## Algebraic sampling error at a Dirac point: the surface cone of Bi$_2$Se$_3$

For an insulator the error of a uniform $k$-mesh falls exponentially with mesh density. A band touching at the Fermi level puts a conical cusp into the integrand, and the error then falls only as $N^{-(d+1)}$ in $d$ dimensions. We derive the law and its prefactor and apply it to the single cone at $\bar\Gamma$ on the (0001) surface of Bi$_2$Se$_3$.

### Premises and conventions

The lattice vectors $\mathbf R=n_1\mathbf a_1+n_2\mathbf a_2$ span a cell of area $A$, and $\mathbf a_i\cdot\mathbf b_j=2\pi\delta_{ij}$. The integrand $f(\mathbf k)$ is the sum of the occupied one-electron energies at fixed potential, so that its zone average is the band energy per cell.

1. The temperature is zero and the Fermi level lies at a node $\mathbf K_0$ and cuts no other band.
2. Away from the node a direct gap separates occupied from empty states, so $f$ is analytic there.
3. Near the node the two touching states are separated from all others. They obey an effective Hamiltonian $h_0(\mathbf q)+\mathbf d(\mathbf q)\cdot\boldsymbol\sigma$ with $\mathbf q=\mathbf k-\mathbf K_0$, analytic $h_0$ and $\mathbf d$, and $|\mathbf d|=\hbar v q+\dots$

Only the lower branch $h_0-|\mathbf d|$ is filled, so $f=(\text{analytic})-|\mathbf d(\mathbf q)|$ near the node. A tilt is part of $h_0$ and is harmless while premise 1 holds.

For a local or semilocal density functional the total energy is stationary in the orbitals, and its derivative with respect to the weight of a $k$-point is the sum of the occupied eigenvalues there. The band-energy error is therefore the total-energy error to first order in the change of weights. If the node lies on the mesh, its two states are given occupation $1/2$ each.

### Step 1: the mesh error as a lattice sum

Write
$$f(\mathbf k)=\sum_{\mathbf R}f_{\mathbf R}e^{i\mathbf k\cdot\mathbf R},\qquad f_{\mathbf R}=\frac{A}{(2\pi)^2}\int_{\rm BZ}d^2k\,f(\mathbf k)e^{-i\mathbf k\cdot\mathbf R}.$$
The exact average is $f_{\mathbf 0}$. The mesh is $\mathbf k=(j_1\mathbf b_1+j_2\mathbf b_2+\mathbf s)/N$ with $j_i=0,\dots,N-1$ and shift $\mathbf s/N$. Step 2 gives $|f_{\mathbf R}|\sim R^{-3}$, so the series converges absolutely and may be averaged term by term. The geometric sum $N^{-1}\sum_j e^{2\pi ijn/N}$ is 1 if $N$ divides $n$ and 0 otherwise. Only the vectors $N\mathbf R$ survive, and
$$\delta_N\equiv\langle f\rangle_{\rm mesh}-f_{\mathbf 0}=\sum_{\mathbf R\ne0}f_{N\mathbf R}\,e^{i\mathbf s\cdot\mathbf R}.\tag{1}$$
This is exact. What remains is the behaviour of $f_{\mathbf R}$ at large $R$.

### Step 2: Fourier coefficients of the cone

Let $\chi(\mathbf q)$ be infinitely differentiable, equal to 1 near the node and zero outside a small disc. Then $f=-\chi|\mathbf d|+g$ with $g$ smooth and periodic. Repeated integration by parts shows that $g_{\mathbf R}$ falls faster than any power of $R$. In the remaining term expand $|\mathbf d|$ in homogeneous pieces and take the first, $\hbar vq$. Write $\chi q=q-(1-\chi)q$. The function $(1-\chi)q$ is smooth and all its derivatives of order four and above are integrable, so its transform also falls faster than any power. The algebraic tail is thus the transform of $q$ over the whole plane, taken as a distribution. It is the limit $\eta\to0^+$ of the transform of $q\,e^{-\eta q}$.

The angular integral gives $2\pi J_0(qR)$. The Laplace transform $\int_0^\infty e^{-\eta q}J_0(qR)\,dq=(\eta^2+R^2)^{-1/2}$, differentiated twice in $\eta$, gives
$$\int d^2q\,q\,e^{-\eta q}e^{-i\mathbf q\cdot\mathbf R}=2\pi\,\frac{2\eta^2-R^2}{(\eta^2+R^2)^{5/2}}\;\to\;-\frac{2\pi}{R^3}.$$
Multiplying by $-\hbar vA/(2\pi)^2$ and restoring the origin,
$$f_{\mathbf R}\simeq+\frac{A\hbar v}{2\pi R^3}\,e^{-i\mathbf K_0\cdot\mathbf R}\tag{2}$$
for each non-degenerate cone. For an anisotropic cone $\hbar|V\mathbf q|$ the substitution $\mathbf q'=V\mathbf q$ replaces $v/R^3$ by $1/(|\det V|\,|V^{-T}\mathbf R|^3)$.

In $d$ dimensions the substitution $\mathbf q\to\mathbf q/R$ shows that the transform of $q$ scales as $R^{-(d+1)}$, and (1) gives $\delta_N\propto N^{-(d+1)}$. For a Weyl point the same regulator gives $(4\pi/R)\,\mathrm{Im}\,[2/(\eta-iR)^3]\to-8\pi/R^4$, so $f_{\mathbf R}\simeq\Omega\hbar v\,e^{-i\mathbf K_0\cdot\mathbf R}/(\pi^2R^4)$ for a cell of volume $\Omega$.

Inserting (2) in (1) with $\boldsymbol\rho=\mathbf R/a$,
$$\delta_N\simeq\frac{A\hbar v}{2\pi N^3a^3}\,S(\mathbf s-N\mathbf K_0),\qquad S(\mathbf p)=\sum_{\mathbf R\neq0}\frac{\cos\mathbf p\cdot\mathbf R}{\rho^3}.\tag{3}$$
$S$ is periodic in the reciprocal lattice, so only the position of the node relative to the mesh matters.

### Step 3: the sum for the triangular lattice

Take $\mathbf a_1=a(1,0)$, $\mathbf a_2=a(1/2,\sqrt3/2)$, $A=\sqrt3a^2/2$, and $\mathbf p=s\mathbf b_2$, which runs from $\bar\Gamma$ at $s=0$ to $\bar M$ at $s=1/2$. The phase is $\cos2\pi sn_2$. The row $n_2=0$ gives $2\zeta(3)$. Row $n$ has points at $x=n_1+n/2$, $y_n=\sqrt3|n|/2$. Apply Poisson summation along it, using $\int dx\,\cos(wx)(x^2+y^2)^{-3/2}=2wK_1(wy)/y$, which tends to $2/y^2$ at $w=0$. The offset $n/2$ supplies $(-1)^{ln}$ for $w=2\pi l$. With $\sum_{n\ge1}\cos(2\pi sn)/n^2=\pi^2(s^2-s+\tfrac16)$ for $0\le s\le1$,
$$S(s\mathbf b_2)=2\zeta(3)+\frac{16\pi^2}{3}\Big(s^2-s+\frac16\Big)+\frac{32\pi}{\sqrt3}\sum_{n,l\ge1}(-1)^{ln}\frac{l}{n}K_1(\sqrt3\pi ln)\cos2\pi sn.\tag{4}$$
At $s=0$ the first two terms give 11.177, the term $ln=1$ gives $-0.144$ and the terms $ln=2$ give $+0.001$, so $S_3\equiv S(0)=11.034$. The unshifted sums $S_\nu=\sum_{\mathbf R\ne0}\rho^{-\nu}$ also have the closed form $6\,\zeta(\nu/2)L(\nu/2)$ with $L(x)=1-2^{-x}+4^{-x}-5^{-x}+\dots$, because $n_1^2+n_1n_2+n_2^2$ is the norm of the Eisenstein integers, which factorise uniquely and have six units. For $\nu=3$ the factors are $\zeta=2.6124$ and $L=0.70397$.

The high-symmetry values follow from sublattice arguments.

*Point $\bar M$.* The sum of $e^{i\mathbf p\cdot\mathbf R}$ over $\bar\Gamma$ and the three $\bar M$ points is 4 when $n_1,n_2$ are both even and 0 otherwise. The even vectors form a lattice scaled by 2, whose sum is $S_3/8$. The three $\bar M$ points are equivalent by rotation, so $S_3+3S(\bar M)=S_3/2$ and $S(\bar M)=-S_3/6$.

*Point $\bar K$.* The cosine is 1 on the $\sqrt3\times\sqrt3$ sublattice, whose sum is $3^{-3/2}S_3$, and $-1/2$ on all other vectors. Hence
$$S(\bar K)=\Big(\tfrac32\,3^{-3/2}-\tfrac12\Big)S_3=-0.2113\,S_3.$$

For a honeycomb lattice the nodes lie at $\pm\bar K$. On an unshifted mesh $N\bar K$ is a reciprocal vector when 3 divides $N$ and is equivalent to $\pm\bar K$ otherwise. The error per valley and spin is then $11.03\,A\hbar v/(2\pi N^3a^3)$ in the first case and $-0.211$ times this in the second.

### Step 4: the cone at $\bar\Gamma$

On Bi$_2$Se$_3$(0001) $\mathbf K_0=0$, and the cone is not spin degenerate because spin is locked to momentum. Equation (3) becomes, per surface cell and per surface,
$$\delta_N\simeq\frac{\sqrt3}{4\pi}\,S(\mathbf s)\,\frac{\hbar v}{aN^3},\qquad\delta_N^{\bar\Gamma}=1.521\,\frac{\hbar v}{aN^3}.\tag{5}$$
There is no dependence on the divisibility of $N$. An unshifted mesh always contains the node and always gives the full positive value. The sign is natural, since the mesh samples the apex of $-\hbar vq$, which lies above the average of the cone over the mesh cell. The Monkhorst–Pack (1976) coordinates $(2r-N-1)/2N$ contain $\bar\Gamma$ for odd $N$. For even $N$ they have $\mathbf s=(\mathbf b_1+\mathbf b_2)/2$, an $\bar M$ point, and the error is $-1/6$ of the unshifted value, although this mesh lacks the threefold axis. A slab with two equivalent surfaces has twice the error (5).

Since $S$ changes sign between $\bar\Gamma$ and the zone boundary, the $N^{-3}$ term can be removed. Along $\bar\Gamma\bar M$, (4) vanishes at $s=0.308$. Alternatively, weights $1/7$ on the unshifted and $6/7$ on the $\bar M$-shifted mesh cancel it, since $1/7-(6/7)/6=0$.

### Step 5: higher non-analytic terms

At $\bar\Gamma$ time reversal makes $\mathbf d$ odd in $\mathbf k$, so $|\mathbf d|^2$ is even and $|\mathbf d|$ contains only homogeneous terms of degree 1, 3, 5 and so on. A term of degree $\mu$ gives $N^{-(\mu+2)}$, and the first correction is $N^{-5}$. At a honeycomb $\bar K$ point a term $q^2\cos3\theta$ of degree 2 is allowed. Evenness with the $C_{3v}$ symmetry leaves only $k^4$ at fourth order in $|\mathbf d|^2$, and $k^6$ and $k^6\cos6\theta$ at sixth. In the model of Fu (2009),
$$|\mathbf d|^2=(\hbar vk)^2(1+\alpha k^2)^2+\lambda^2k^6\cos^23\theta,$$
with $\theta$ measured from $\bar\Gamma\bar K$, which is parallel to $\mathbf a_1$. Expanding,
$$|\mathbf d|=\hbar vk+\hbar v\alpha k^3+\frac{\lambda^2}{4\hbar v}k^5(1+\cos6\theta)+\dots$$
The fourth and sixth $\eta$-derivatives of $(\eta^2+R^2)^{-1/2}$ at $\eta=0$ are $9/R^5$ and $-225/R^7$, so $k^3\to18\pi/R^5$ and $k^5\to-450\pi/R^7$. For the angular term $\int d\theta\cos6\theta\,e^{-ikR\cos(\theta-\phi)}=-2\pi J_6(kR)\cos6\phi$, with $\phi$ the angle of $\mathbf R$. The integral $\int_0^\infty k^6J_6(kR)e^{-\eta k}dk=10395\,R^6(\eta^2+R^2)^{-13/2}$ then gives $k^5\cos6\theta\to-2\pi\cdot10395\cos6\phi/R^7$. Equation (2) acquires the factor
$$1-\frac{9\alpha}{R^2}+\Big(\frac{\lambda}{\hbar v}\Big)^2\frac{225+10395\cos6\phi}{4R^4}.$$
The sums needed for the unshifted mesh are $S_5=6.762$, $S_7=6.195$ and $\sum\rho^{-7}\cos6\phi=5.915$. They give
$$\delta_N^{\bar\Gamma}=1.521\frac{\hbar v}{aN^3}\left[1-\frac{5.52\,\alpha}{(Na)^2}+\frac{1425}{(Na)^4}\Big(\frac{\lambda}{\hbar v}\Big)^2+\dots\right].\tag{6}$$
The large coefficients are typical of an asymptotic series. The model omits other terms of degree 5, such as $\hbar v\beta k^5$, which enter at the same order $N^{-7}$.

### Step 6: what cuts off the power law

*A gap.* Let $|\mathbf d|=\hbar v\sqrt{k^2+\kappa^2}$ with half-gap $m=\hbar v\kappa$. The Laplace integral of Step 2, read as a Fourier inversion, shows that $(k^2+\kappa^2)^{-1/2}\to2\pi e^{-\kappa R}/R$. Multiplication by $k^2+\kappa^2$ corresponds to $\kappa^2-\nabla^2$, and in two dimensions $\nabla^2(e^{-\kappa R}/R)=e^{-\kappa R}(\kappa^2/R+\kappa/R^2+1/R^3)$. Therefore
$$f_{\mathbf R}\simeq\frac{A\hbar v}{2\pi R^3}(1+\kappa R)e^{-\kappa R}.\tag{7}$$
For $\kappa Na\gg1$ convergence is exponential. For $\kappa Na\ll1$ the change of the unshifted sum comes from distant vectors, of density $1/(N^2A)$. With $x=\kappa R$ and $\int_0^\infty dx\,[(1+x)e^{-x}-1]/x^2=[(1-e^{-x})/x]_0^\infty=-1$ it equals $-m/N^2$. This is the lowering of the $\bar\Gamma$ level times its weight.

*Fermi–Dirac smearing.* For a symmetric cone ($h_0=0$) with the chemical potential at the node, the two branches give the grand potential $-2k_BT\ln[2\cosh(\hbar vk/2k_BT)]$. The product formula for $\cosh$ turns this into $-2k_BT\sum_{n\ge0}\ln(k^2+\kappa_n^2)$ plus constants, with $\kappa_n=(2n+1)\pi k_BT/\hbar v$. Integrating $(k^2+\kappa^2)^{-1}\to2\pi K_0(\kappa R)$ over $\kappa^2$ gives $\ln(k^2+\kappa^2)\to-4\pi\kappa K_1(\kappa R)/R$ for $R\ne0$, so
$$f_{\mathbf R}\simeq\frac{2Ak_BT}{\pi R}\sum_{n\ge0}\kappa_nK_1(\kappa_nR).$$
As $T\to0$ the sum becomes $(\hbar v/2\pi k_BT)\int\kappa K_1(\kappa R)\,d\kappa$ with the integral equal to $\pi/2R^2$, and (2) returns. At finite $T$ the decay length is $1/\kappa_0$. The price is a shift of the converged value, the average of $-2k_BT\ln(1+e^{-\hbar vk/k_BT})$, which is $-3\zeta(3)A(k_BT)^3/[4\pi(\hbar v)^2]$ because $\int_0^\infty x\ln(1+e^{-x})dx=3\zeta(3)/4$.

### Range of validity

Equations (3) and (5) hold in the window where $Na$ is long compared with $|\alpha|^{1/2}$, with $(1425)^{1/4}(\lambda/\hbar v)^{1/2}$ and with the decay length of the gapped bands, and short compared with $\hbar v/m$ and $\hbar v/\pi k_BT$. On the unshifted mesh the gap condition is $m/N^2\ll\delta_N^{\bar\Gamma}$. The Fermi level must lie at the node. If it lies at an energy $\mu$ from the node, the kink along the Fermi contour takes over once the mesh resolves the radius $|\mu|/\hbar v$. The same happens if a calculation places the node below the valence-band maximum, which has to be checked for the functional and slab in use. Exact-exchange terms couple pairs of $k$-points through a singular kernel and are not covered.

### Numerical illustration

The measured lattice constant of bulk Bi$_2$Se$_3$ is $a=4.143$ Å (temperature not stated, as listed by Xin Luo 2012), taken here for the surface cell, and the measured gap is $E_g=0.3$ eV (temperature not stated, as listed by Sudong Park 2016). As typical inputs take $\hbar v\approx3.3$ eV Å, that is $v\approx5.0\times10^5$ m/s, and $\lambda\approx130$ eV Å$^3$. Then $A=14.86$ Å$^2$, $|\mathbf b|=4\pi/\sqrt3a=1.751$ Å$^{-1}$, $\hbar v/a=0.80$ eV and
$$\delta_N^{\bar\Gamma}\approx1.2\ \text{eV}/N^3.$$
Two further terms can only be estimated. The expansion of $\mathbf d$ fails when $\hbar vk$ reaches the distance to the bulk bands, which suggests $|\alpha|\sim(\hbar v/E_g)^2=121$ Å$^2$ as an order of magnitude, with the sign left open. A bulk-like band of the slab is modelled by (7) with the same $v$ and $m=E_g/2$, so $1/\kappa=22$ Å. The direct gap is at least $E_g$, so within this model the estimate is an upper one. The last three columns are ratios to $\delta_N^{\bar\Gamma}$ on the unshifted mesh.

| $N$ | $\lvert\mathbf b\rvert/N$ (Å$^{-1}$) | $\delta^{\bar\Gamma}$ (meV) | $\delta^{\bar M}$ (meV) | $\delta^{\bar K}$ (meV) | $\alpha$ term (size) | $\lambda$ term | one gapped band |
|---|---|---|---|---|---|---|---|
| 12 | 0.146 | 0.70 | $-0.12$ | $-0.15$ | 0.3 | 0.36 | 0.2 |
| 24 | 0.073 | 0.088 | $-0.015$ | $-0.019$ | 0.07 | 0.023 | 0.03 |
| 48 | 0.036 | 0.011 | $-0.0018$ | $-0.0023$ | 0.02 | 0.0014 | 0.0006 |

At $N=12$ the leading term is only an order of magnitude. The $\alpha$ and $\lambda$ terms are each about a third of it, and a term $\beta\sim\alpha^2$ would add $225\,\beta S_7/[S_3(Na)^4]\approx0.3$. A slab of $n$ quintuple layers also holds of order $2n$ gapped bands of this kind against two cones, so for a few layers their total matches the cone term. At $N=24$ the corrections are of order a tenth, and at $N=48$ the $N^{-3}$ law holds to a few per cent for a gapless, unsmeared cone.

The upper end of the window is set by the slab and the smearing. A hybridisation gap of $2m=10$ meV between the two surfaces, chosen for illustration, has $\hbar v/m=660$ Å, reached at $N=159$, but it already lowers $\delta^{\bar\Gamma}_{48}$ by the fraction $(m/N^2)/\delta_N^{\bar\Gamma}\approx0.2$. Smearing at 300 K has $1/\kappa_0=41$ Å, about ten lattice constants, so it closes the window altogether. It shifts the converged value by $-6.8\ \mu$eV per cell and surface, as large in magnitude as the unsmeared error of the unshifted mesh at $N=56$.